**Question**

The table gives the computed volume of zincblende indium arsenide at five pressures. A negative pressure means that the crystal is pulled outward from all sides. The volume change is counted from the starting cell, which is almost free of pressure.

Zincblende InAs (two-atom cell, space group F-43m), with cell and atoms relaxed at each pressure in the starting symmetry. The calculations used Ansatz 0.2.0 with PBEsol, scalar-relativistic plane-wave PAW, no spin polarisation, a 420 eV cutoff, a 12×12×12 k mesh and 0.15 eV Fermi-Dirac smearing. Volume changes are relative to the starting cell (28.20 Å³ per atom).

| pressure (GPa) | volume per atom (Å³) | volume change (%) |
| --- | --- | --- |
| -3 | 30.03 | 6.50 |
| -1 | 28.74 | 1.93 |
| 2 | 27.28 | -3.27 |
| 4 | 26.50 | -6.02 |
| 9 | 24.97 | -11.44 |

The same calculations give two more facts. The energy per two-atom cell (the electronic free energy, whose slope with volume gives the pressure) lies 36.5 meV above that of the starting cell in the row at −3 GPa, and 40.0 meV above it in the row at 4 GPa. The electronic band gap is closed in the first four rows and open by 0.22 eV at 9 GPa.

Three students explain why each further gigapascal takes away less volume than the one before.

- Anna: "The bonds are ordinary springs of fixed stiffness. As the crystal shrinks, the same force acts on a smaller area, so more pressure is needed."
- Ben: "A gap opens under pressure. The metal becomes a semiconductor, and the filled bonds of a semiconductor are harder to squeeze."
- Carla: "The bonds themselves get stiffer as they get shorter."

(a) Does the crystal really become stiffer, or is there merely less volume left to lose?

(b) Decide between the three students as far as the numbers allow.

(c) Put the explanation you prefer to the test. Set its constants from the first four rows only, work out the pressure that belongs to the last volume, and compare it with the 9 GPa in the table.

**Model answer**

*(a) The stiffening is real.* The bulk modulus $B$ is the pressure needed per relative loss of volume, $B=-\Delta P/\Delta\ln V$. Because the loss is taken relative to the volume still present, the effect of "less left to lose" is already removed. Between the first two rows $B$ is about 45 GPa, and between the last two it is 84 GPa. It rises from each interval to the next, so the crystal resists compression more strongly the further it has been compressed.

*(b) Anna's springs.* In this structure, uniform pressure changes only one thing, the length $d$ of the In–As bond. All angles are fixed by symmetry, and the energy is therefore a function of $d$ alone. Anna's claim then has a precise form: the energy grows as the square of the change in bond length. The "spring" stands for everything in the crystal that resists this change, shared out over the bonds.

Let $d_0$ be the bond length in the starting cell and $x=d/d_0$, so that $V=V_0x^3$. Pressure is the gain in energy per loss of volume, $P=-\mathrm{d}E/\mathrm{d}V$. For an energy quadratic in $d$ the force grows as $1-x$, while the area over which it is spread shrinks as $x^2$:

$$P=3B_0\,\frac{1-x}{x^2}.$$

Here $B_0$ is the bulk modulus at zero pressure. Anna's smaller area is the $x^2$ in the denominator, so her effect exists and has the right sign.

It is far too weak. With $B_0$ near 55 GPa, such springs would raise the bulk modulus by about 16 % from the first interval of the table to the last. The calculation gives a rise of 85 %. Geometry is a minor part of the answer.

The energies show the same fault without any pressure. At −3 GPa the bond is stretched by 2.1 %, and at 4 GPa it is shortened by 2.0 %. A spring would charge slightly more for the stretching, because the change in length is slightly larger. The calculation charges less for it, 36.5 meV against 40.0 meV, so the energy curve is steeper on the short side than on the long side.

*Carla's stiffening bonds.* That lopsided curve is what Carla describes. The simplest way to write it is to let the stiffness grow exponentially as the bond shortens:

$$P=3B_0\,\frac{1-x}{x^2}\,e^{\eta(1-x)}.$$

This is the Vinet equation of state, and $\eta=0$ brings back Anna's springs. The quantity $k=Px^2/[3(1-x)]$ is the stiffness of the spring averaged over its change in length. It should be constant if Anna is right, and it should rise as the bond shortens if Carla is right. If the rise is exponential, the logarithm of $k$ follows a straight line in $1-x$.

The stiffness $k$ is not constant. It climbs from 49 GPa in the most stretched crystal to 70 GPa in the most compressed one. A straight line for $\ln k$, drawn by least squares through the four rows with a closed gap, gives $B_0=55.5$ GPa and $\eta=5.7$. In words, shortening the bond by one per cent makes this averaged spring nearly six per cent stiffer.

The physical reason is a matter of theory, since the table holds only the sum of all forces. Two tendencies balance at the equilibrium bond length. The attraction due to the shared bonding electrons changes rather gently with distance. The repulsion, which arises when electron clouds of neighbouring atoms are pushed into one another and the Pauli principle drives up their kinetic energy, changes steeply.

Stiffness measures how fast the net force changes with distance, so the steeper contribution dominates it. Compression moves the crystal into the region where the repulsion grows fastest, and the bond hardens. Tension moves it out of that region, and the bond softens. The same cause therefore explains both ends of the table.

*Ben's gap.* Ben's explanation predicts that the stiffening should set in when the gap opens. The first four rows all have a closed gap, yet $k$ already rises by 27 % among them. Whatever causes the stiffening is at work before the event that Ben makes responsible for it.

One may still ask whether the opening adds something of its own. If it did so noticeably, the row at 9 GPa would depart from the line drawn through the other four. Part (c) makes that comparison.

*(c) The estimate.* The last volume is 11.44 % below that of the starting cell, so $x=(1-0.1144)^{1/3}=0.960$ and $1-x=0.0397$. With the constants from the other four rows,

$$P=3\times55.5\ \text{GPa}\times\frac{0.0397}{0.922}\times e^{5.66\times0.0397}\approx7.17\ \text{GPa}\times1.25\approx9.0\ \text{GPa}.$$

The first factor is the pressure of springs with this $B_0$, and the second is the hardening of the bonds. The result agrees with the set pressure of 9 GPa to within a few tenths of a per cent. The opening of the gap has left no visible mark on the volume. The test is not a sharp one, however. The table does not show where between 4 and 9 GPa the gap opens, and if it opens late, a modest jump in stiffness would act over only the last stretch of the compression.

**Remarks on the reasoning**

*Why Anna's answer is tempting.* It names a true effect, and a true effect with the right sign is easily taken for the whole cause. Only its size gives it away. In the Vinet equation the bulk modulus at zero pressure rises by $1+2\eta/3\approx4.8$ GPa for each gigapascal applied. Of this, the 1 belongs to geometry and the rest to the bonds, so Anna has found about a fifth of the answer.

*Was the comparison fair to the losing side?* A wrong model can look worse than it is when it has to use constants chosen for another. Anna's springs were therefore also given their own best $B_0$, by least squares on the pressures of the same four rows. At the last volume they then yield 7.3 GPa, about 19 % below the computed pressure. A crystal with a constant bulk modulus, treated in the same way, falls short by 24 %.

*What the success of Carla's formula means.* It shows that a bond energy with the right lopsidedness reproduces all five volumes. It does not single out the exponential, since other smooth curves with a similar slope are expected to serve nearly as well over so small a change in bond length, and part of the closeness at 9 GPa may belong to the form chosen. The case against fixed springs is firmer than the case for this particular formula, because it rests directly on the energies and on the rise of $k$.

*How far Ben is refuted.* The numbers dismiss the gap as the main cause of the stiffening. A small and gradual influence, spread over all the rows, could still hide in the two constants of the line. The filling of the electronic levels was also smeared by 0.15 eV, which would blur a sudden onset. Against so wide a smearing a gap of 0.22 eV is small: it is found by counting bands, and by its occupations the program still classed the row at 9 GPa as metallic. The k mesh is a further caveat. The makers of the data found in tests on other systems that results for metals are sensitive to it. All five rows here use the same mesh, so its effect on these numbers is not known. The PAW datasets were made for the PBE functional and not for PBEsol, which may shift the constants somewhat. The outputs also suggest why the effect is weak. The rows with a closed gap are hardly metals in Ben's sense. The entropy term of the smearing, which grows with the number of states near the Fermi level, is only 5.6 meV per cell at −3 GPa and falls smoothly to 1.7 meV at 9 GPa, where the energy has risen by 161.3 meV. This is what one expects if the bands merely touch near the centre of the Brillouin zone, so that the bonds are almost wholly filled in every row.

*The gap itself needs a warning.* Real indium arsenide is a semiconductor at ambient pressure, with a gap of very roughly 0.4 eV. Functionals of the kind used here are known to make such gaps too small, and in this material they close it altogether. The passage from a closed to an open gap between 4 and 9 GPa is thus a fault of the method and not an event to look for in the laboratory. Within the calculation this does not count against Ben, because there the gap does open. It does mean that his explanation could not be carried over to the real crystal, even if it had fitted the numbers.

*Using the result.* For a quick estimate, the bulk modulus may be taken as 55 GPa plus nearly five times the pressure. One gigapascal then removes about 2.2 % of the volume in the stretched crystal near −2 GPa, but only about 1.2 % near 6.5 GPa. Someone who kept the zero-pressure value up to 9 GPa would expect a loss of $1-e^{-9/55.5}\approx15\,\%$, where the calculation finds 11.4 %. All these figures are for atoms at rest at zero temperature. Heat and zero-point motion, which the calculation leaves out, usually make a real crystal somewhat softer.

*Carrying it to another crystal.* In the formula, pressure enters only through the ratio $P/B_0$. A stiffer solid with a similar $\eta$ therefore runs through the same curve, but needs proportionally higher pressures to do so. Its bulk modulus still gains about the same number of gigapascals for each one applied, which is a smaller fraction of a larger starting value.

*Where the estimate must stop.* The calculation kept the zincblende arrangement in every row. Real indium arsenide changes to the denser rock-salt structure near 7 GPa, with a sudden loss of volume that no smooth curve of this kind contains. The row at 9 GPa is a sound test of how zincblende bonds respond to squeezing, but it should not be used as the density of the real material at that pressure.
